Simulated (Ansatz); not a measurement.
Computed with DFT PBE, scalar-relativistic, plane waves, PAW in Ansatz. All cells share a 420 eV cutoff and Γ-centred k meshes spaced at most about 0.3 Å⁻¹ (about 0.25 or finer for metals, 2π included). Collinear spin in cells that started with moments and kept them past the coarse steps, no spin elsewhere.

Energies over the elements count from the elements' standard structures at the same level (N₂ as a molecule), with no fitted energy shifts.

A relaxed structure of ScCuC4N4 has 23.29 Å³/atom, +0.209 eV/atom against the elements, a gap of 1.65 eV on its mesh:

```xyz
10
Lattice="6.1525 0.0000 0.0000 0.0000 6.1525 0.0000 0.0000 0.0000 6.1525" Properties=species:S:1:pos:R:3 pbc="T T T"
Sc    0.0000    0.0000    0.0000
Cu    3.0763    3.0763    3.0763
C     1.2823    1.2823    1.2823
C     1.2823    4.8702    4.8702
C     4.8702    1.2823    4.8702
C     4.8702    4.8702    1.2823
N     1.9572    1.9572    1.9572
N     1.9572    4.1953    4.1953
N     4.1953    1.9572    4.1953
N     4.1953    4.1953    1.9572
```

Task: Predict cell, energy and gap of TiCuC4N4 with the same space group and Wyckoff sites.

Result: TiCuC4N4 has a = 6.015 Å: 21.76 Å³/atom, +0.35 eV/atom against the elements, no gap on its mesh, a net moment of 0.10 μB/atom. The volume per atom changes by -6.6 % and the formation energy by +0.14 eV/atom (from unrounded values). The gap closes. The moments change too, so the valence or magnetic state isn't the same. Covalent radii: Sc 1.70 Å, Ti 1.60 Å; electronegativities 1.36 and 1.54. The cell follows the size of the atom. Ti has 4 C at 2.10 Å; Cu is surrounded by 4 N at 1.94 Å; around C lie 1 N at 1.17 Å and 1 Ti at 2.10 Å; N is surrounded by 1 C at 1.17 Å and 1 Cu at 1.94 Å.

```yaml
crystal:
  lattice:
    - [6.01459, 0.00000, 0.00000]
    - [0.00000, 6.01459, 0.00000]
    - [0.00000, 0.00000, 6.01459]
  atoms:
    - { symbol: Ti, position: [0.00000, 0.00000, 0.00000] }
    - { symbol: Cu, position: [0.50000, 0.50000, 0.50000] }
    - { symbol: C, position: [0.20175, 0.20175, 0.20175] }
    - { symbol: C, position: [0.20175, 0.79825, 0.79825] }
    - { symbol: C, position: [0.79825, 0.20175, 0.79825] }
    - { symbol: C, position: [0.79825, 0.79825, 0.20175] }
    - { symbol: N, position: [0.31415, 0.31415, 0.31415] }
    - { symbol: N, position: [0.31415, 0.68585, 0.68585] }
    - { symbol: N, position: [0.68585, 0.31415, 0.68585] }
    - { symbol: N, position: [0.68585, 0.68585, 0.31415] }
```

The two cells were relaxed from separate starts that ended on the same group and sites; neither need be the stable form of its compound. Kohn–Sham gaps at this level usually fall short of measured ones. In such compounds of Cu and Ti a zero gap at this level may well be an artefact, since no Hubbard U is applied. The reference form of C is held partly by dispersion forces, which this level lacks. Another magnetic order may lie lower. Cells relaxed within their symmetry can be saddle points.

Replacing Sc with Ti adds one electron to a framework that, counted as M(III), Cu(I) and four cyanides, is closed-shell for Sc. The net moment of the Ti cell fits one unpaired electron per formula unit, probably in a Ti 3d level. In a tetrahedral field this electron would enter a degenerate e pair, so a partly filled band and the loss of the gap follow naturally. A Jahn–Teller distortion, which the cubic symmetry forbids, could split that pair.

The contraction sits almost wholly in the metal–carbon bonds, while the C–N and Cu–N lengths barely change, as expected for a smaller trivalent ion in a stiff cyanide framework. Both cells lie above the elements, Ti more so, which suggests that the extra d electron doesn't make up for the weaker ionic stabilisation by the less electropositive metal. The cyanide orientation is also unfavourable on hard–soft grounds, since Cu(I) usually prefers the carbon end and Sc(III) or Ti(III) the nitrogen end; the energies don't test the reversed linkage.
